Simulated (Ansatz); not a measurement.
## Ligand exchange: SnH2(CH3)Cl + CHBrClF → SnH2(CH3)F + CHBrCl2

Species: SnH2(CH3)Cl, singlet; CHBrClF (bromochlorofluoromethane) `FC(Cl)Br`, singlet; SnH2(CH3)F, singlet; CHBrCl2 (bromodichloromethane) `ClC(Cl)Br`, singlet. The partners trade Cl for F: Sn–Cl and C–F bonds give way to Sn–F and C–Cl.

Shapes, held fixed at every level: PBE0-D4/def2-TZVP. Programs: Ansatz 0.2.0. The zero-point and thermal change to 298 K, harmonic and unscaled (PBE0-D4/def2-TZVP), is -2.5 kJ/mol.

Task: Estimate ΔH(298 K) of this reaction.

Result: The highest level, CCSD(T)/def2-TZVPP, gives ΔH(298 K) = +37.8 kJ/mol; the levels span +37.8 to +50.5. The column of differences is taken from that level and isn't an error. No measured value is set beside it here. For atoms past krypton def2 sets carry core potentials with scalar relativity. Relativity is left out for Br unless named. Correlated rows may include outer-core shells of Br, Sn, which these sets cover unevenly.

| level | kind | ΔH(298 K) (kJ/mol) | less CCSD(T)/def2-TZVPP |
| --- | --- | --- | --- |
| SPW92/def2-TZVPP | LDA | +43.7 | +5.9 |
| B3LYP-D4/def2-TZVPP | global hybrid | +38.8 | +1.0 |
| PBE0-D4/def2-TZVPP | global hybrid | +43.4 | +5.6 |
| r2SCAN0-D4/def2-TZVPP | global hybrid | +46.8 | +9.0 |
| wB97M-V/def2-TZVPP | range-separated hybrid | +40.6 | +2.8 |
| CCSD/def2-SVP | coupled cluster or CI | +50.5 | +12.7 |
| CCSD/def2-TZVPP | coupled cluster or CI | +40.5 | +2.7 |
| CCSD(T)/def2-TZVPP | coupled cluster or CI | +37.8 | 0.0 |

The exchange is endothermic at every level, so fluorine prefers carbon to tin here. Tin does bind fluoride more strongly than chloride, with a large ionic contribution, but that gain doesn't repay the loss on carbon, where a short, strong C–F bond gives way to a much weaker C–Cl bond. Lone-pair donation from the neighbouring halogens into the C–F antibonding orbital probably stabilises the reactant halomethane further.

Enlarging the basis lowers the CCSD value from +50.5 to +40.5 kJ/mol, a larger shift than the triples bring. This suggests that the small set underserves the more anionic fluorine on tin, and so penalises the products. That even the local density functional falls among the hybrids reflects cancellation between like bond types, not reliable individual bond energies. The sign is therefore well supported, the last few kJ/mol less so. The result applies to isolated molecules; in condensed phases, Sn–F···Sn bridging could favour the tin fluoride and shift the balance.
